A laboratory that checks batches of La₄Ti₃O₁₂ by nuclear magnetic resonance has to decide which line belongs to which site before a change in a line can be traced to a place in the crystal. A tempting rule gives the strongest quadrupole coupling to the site whose neighbours lie at the most unequal distances. For titanium the rule agrees with the calculation. For lanthanum it would swap the two sites, and nothing in the line intensities would expose the mistake, because the cell holds equal numbers of both.

La₄Ti₃O₁₂ (R-3, 19-atom cell) at fixed database positions, computed with Ansatz 0.2.0: r2SCAN, plane waves, default PAW datasets, scalar-relativistic, no spin polarisation, 500 eV cutoff, 5×5×5 k-mesh. Vzz is the principal field gradient of largest size, the asymmetry is (Vxx − Vyy)/Vzz, and the coupling is eQVzz/h with Q = 0.206 (¹³⁹La), 0.247 (⁴⁹Ti) and −0.02558 barn (¹⁷O).

| atom | like atoms | first shell | mean distance (Å) | longest less shortest (Å) | Vzz (1e21 V/m^2) | asymmetry | quadrupole coupling (MHz) |
| --- | --- | --- | --- | --- | --- | --- | --- |
| La1 | 2 | O6 | 2.51 | 0.19 | 8.23 | 0.00 | 41.0 |
| La3 | 2 | O9 | 2.63 | 0.39 | 4.26 | 0.00 | 21.2 |
| Ti5 | 1 | O6 | 1.98 | 0.00 | 1.66 | 0.00 | 9.92 |
| Ti6 | 2 | O6 | 2.00 | 0.24 | 4.11 | 0.00 | 24.6 |
| O8 | 6 | Ti1 | 1.88 | 0.00 | -1.30 | 0.70 | 0.804 |
| O14 | 6 | Ti2 | 2.05 | 0.14 | 1.79 | 0.81 | -1.11 |

The quantity behind the coupling is the electric field gradient at the nucleus, the rate at which the field changes from point to point. It vanishes when the charge around the nucleus is spherical or has the full symmetry of a cube, and it grows as that charge becomes flattened or elongated. $V_{zz}$ is its principal value of largest size, whatever the sign. A positive $V_{zz}$ means that, on balance, negative charge gathers around the plane across the axis, or positive charge along the axis. All four lanthanum and titanium sites have this sign.

The asymmetry compares the two directions across that axis. It is zero for lanthanum and titanium because each of these atoms sits on a threefold axis of the crystal, and a rotation by a third of a turn makes the two cross directions equivalent. The zero is therefore a statement about symmetry and no evidence of a regular surrounding. What remains to be explained at these sites is a single number, the degree of flattening or elongation along the threefold axis.

The simplest picture treats the neighbours as point charges $q_i$ at distances $r_i$, each seen at an angle $\theta_i$ from the axis:

$$V_{zz}=\frac{1}{4\pi\varepsilon_0}\sum_i q_i\,\frac{3\cos^2\theta_i-1}{r_i^3}$$

A negative ion near the plane pushes $V_{zz}$ up, and one near the axis pulls it down. In between, at about 55°, it contributes nothing at any distance. That angle is exactly the one at which the six bonds of a regular octahedron stand to its threefold axis.

This is why unequal bond lengths are a poor guide. On a threefold axis the oxygens come in groups of three at equal distance and equal angle. If one group moves closer and the other retreats, but both keep the octahedral angle, the distances become very unequal and the gradient from these ions stays at zero. Length only weights a contribution, whereas the angle decides whether there is one and which sign it has.

Ti5 shows the other side of the same rule. Its six bonds are equal, and yet its gradient is 1.66 × 10²¹ V/m². An octahedron can be squashed along its threefold axis without any change in bond length, since the oxygens need only tilt towards the plane. Such a tilt would give the positive sign found here, although atoms farther away may also contribute, and the calculation does not separate the two.

The picture also yields an upper limit for what the nearest oxygens can do as bare ions. Each is given its full charge of −2, moved into the plane across the axis, where it raises $V_{zz}$ most, and placed at a distance that no bond of the shell can undercut, the mean less the whole spread. For the six oxygens around La1 that distance is 2.51 − 0.19 = 2.32 Å. With $e/4\pi\varepsilon_0$ = 14.4 V Å, the limit is

$$V_{zz}^{\max}=\frac{6\times 2\times 14.4\ \text{V Å}}{(2.32\ \text{Å})^3}\approx 13.8\ \text{V/Å}^2=1.38\times10^{21}\ \text{V/m}^2$$

The calculated gradient of La1 is about six times this limit, although the limit already assumes an impossibly flat shell. La3 and Ti6 exceed their own limits as well, by factors of 1.8 and 1.3. Only Ti5 stays below, and there too the limit would require all six oxygens to lie in one plane. The estimate has no adjustable constant, and its failure is instructive: bare ions in the first shell do not supply the gradients of these three sites.

Ions farther out cannot be dismissed. The influence of each falls with the cube of the distance, but their number grows with its square, and where the first shell nearly cancels they can rival it or reverse its sign. Their sum is still expected to be small against these gradients, and theory points to a stronger source much nearer the nucleus. The surroundings slightly deform the closed shells of the atom itself, the outer $p$ shell above all. Because this deformed charge lies so close to the nucleus, it produces a far larger gradient than the ions that caused it. The effect is known as Sternheimer antishielding, and it is especially strong in large, soft ions such as La³⁺. The amplification is expected to be of the order of tenfold for Ti⁴⁺ and several tens for La³⁺, so a small remainder from the ions would be enough. In this picture the neighbours set the pattern, and the atom's own electrons amplify it. The picture is incomplete for the closest oxygens, whose electrons overlap the closed shells and deform them in a way that falls off more steeply than the field of a point charge. It has not been shown that bare ions give the signs or the ratios in the table.

Amplification helps to explain why lanthanum can reach such high values, but not why its two sites differ. Both are the same ion with the same closed shells, so the amplification should be similar. The factor of 1.9 between them is then expected to come mainly from how the surroundings are arranged. A larger spread of distances cannot be the reason, because the spread is twice as large at La3, the site with the smaller gradient.

The number of neighbours doesn't settle the matter either. La3 has nine oxygens in its first shell against six for La1, and its upper limit is accordingly higher, yet its gradient is about half as large. More neighbours give more contributions, but also more chances for those near the axis to cancel those near the plane. In a layered perovskite of this kind, each lanthanum is expected to have three oxygens of its first shell near the plane and the rest nearer the axis, three for La1 and six for La3. The extra three would pull $V_{zz}$ of La3 down, which fits the order found. As bare ions they would even be expected to make it negative, so the positive sign at La3 suggests that the short bonds near the plane count for more than the formula allows, or that farther ions make up the difference. This remains a guess until the bond angles are examined, along with the ions beyond the first shell. Oxygens just outside it are left out of these counts, and a titanium ion on the axis would raise $V_{zz}$ through its positive charge.

For titanium the distances themselves reveal more. O8 is bonded to a single titanium at 1.88 Å, while O14 bridges Ti5 and Ti6. The distances fit together if Ti6 has three short bonds to O8 and three long ones, of 2.12 Å, to O14. Ti6 therefore sits away from the centre of its octahedron, towards the oxygens that it does not share.

The chemistry behind this shift is the ordinary balance of bond strengths. An oxygen shared by two titanium ions receives a part of its bonding from each. One with a single titanium neighbour has to get more from that one bond, which becomes shorter and stronger. Ti5, whose six oxygens are all shared and equivalent by symmetry, has no side to prefer and stays in the centre.

The shift changes angles as well as lengths, and this is how it can produce a gradient. If the oxygen cage were a regular octahedron, Ti6 would be displaced by about 0.2 Å. Seen from the titanium, the short bonds would then open to about 60° from the axis and the long ones would close to about 50°. The short bonds now raise $V_{zz}$ and the long ones lower it, and the short ones win because they are closer.

The sign comes out right, but the size does not. Bare ions in such a cage would give only about 0.1 × 10²¹ V/m², against a calculated 4.11 × 10²¹ V/m², because the two groups of bonds almost cancel and the amplification by titanium's own closed shells is left out. An amplification of the order of ten would close only part of the gap. Covalent bonding should also upset the cancellation. Short bonds share far more electron density with titanium than long ones do, and this sharing falls off with distance more steeply than the field of an ion. That argument favours the same sign, but its share of the total has not been tested.

The shape of the cage matters at least as much. Near 55° the factor $3\cos^2\theta-1$ changes by about 0.05 per degree. For six oxygens at the bond length of Ti5, whose upper limit is 2.2 × 10²¹ V/m², a tilt of one degree therefore changes the bare-ion gradient by 0.05 × 2.2 ≈ 0.1 in the same unit. A single degree of squashing thus does as much as the whole displacement of Ti6 in a regular cage. The right sign found for that cage is therefore weak evidence, since a slightly different cage or the farther ions could reverse it.

This sensitivity also limits how far the titanium values can be trusted. The atoms were held in their database positions, and at the chosen level of theory a force of 0.36 eV/Å remains on O8 and one of 0.19 eV/Å on Ti6. If the atoms were allowed to move, the angles around Ti6 would change, and its gradient with them. The factor of 2.5 between the two titanium sites is wide compared with the usual error of such gradients against all-electron calculations, 2 to 3 % at the median, but that figure does not cover a change of structure.

The oxygens seem to break the pattern, since $V_{zz}$ is negative at O8 and positive at O14. Most of this contrast comes from the way the axis is named. The three principal values always add up to zero, and the label $z$ goes to the one of largest size. Both oxygens have one clearly negative value, one near zero and one clearly positive.

At O8 the negative end is slightly the larger, and at O14 the positive end. The second-largest value reaches 85 % of the largest at O8 and about 90 % at O14, so a modest change could reverse either sign. About a tenth of sites miss the all-electron gradient by more than 10 %, which is enough to matter here. The opposite signs therefore say little about the two sites, and an ordinary spectrum gives only the size of a coupling in any case.

A real difference remains beneath the labels. The positive end grows from about 1.1 × 10²¹ V/m² at O8 to 1.79 × 10²¹ V/m² at O14. A titanium neighbour draws electrons out of the oxygen $p$ orbital that points towards it, and a lack of electrons along a direction makes the gradient there more positive. Titanium also draws electrons from the two $p$ orbitals across the bond, which works the other way and is expected to be strongest in the short bond of O8. Two neighbours instead of one, or weaker sideways bonding in the longer bonds of O14, could each give the difference. Both readings assume that the positive axis follows the bonds, and neither has been tested.

To pass from gradients to a spectrum, one multiplies by the quadrupole moment $Q$ of the nucleus: the coupling is $eQV_{zz}/h$. O14 has a slightly larger gradient than Ti5, yet its coupling is about nine times smaller in size, because the moment of ¹⁷O is so small. Couplings therefore rank the surroundings only within one isotope.

For the laboratory, the titanium lines carry their own check once those of ⁴⁹Ti are told apart from those of ⁴⁷Ti, which lie at almost the same frequency: the site with the stronger coupling, Ti6, is also twice as abundant. The lanthanum lines have no such check, and there the assignment rests on the calculation, which gives 41.0 MHz to La1 and 21.2 MHz to La3. Spin–orbit coupling was left out, and its effect on these heavy atoms is untested, as is the effect of relaxing the oxygens and the cell. A factor of nearly two is wide compared with the usual error of the method, but small changes of angle are amplified along with everything else. The assignment should therefore be confirmed with relaxed positions before batches are judged by it.
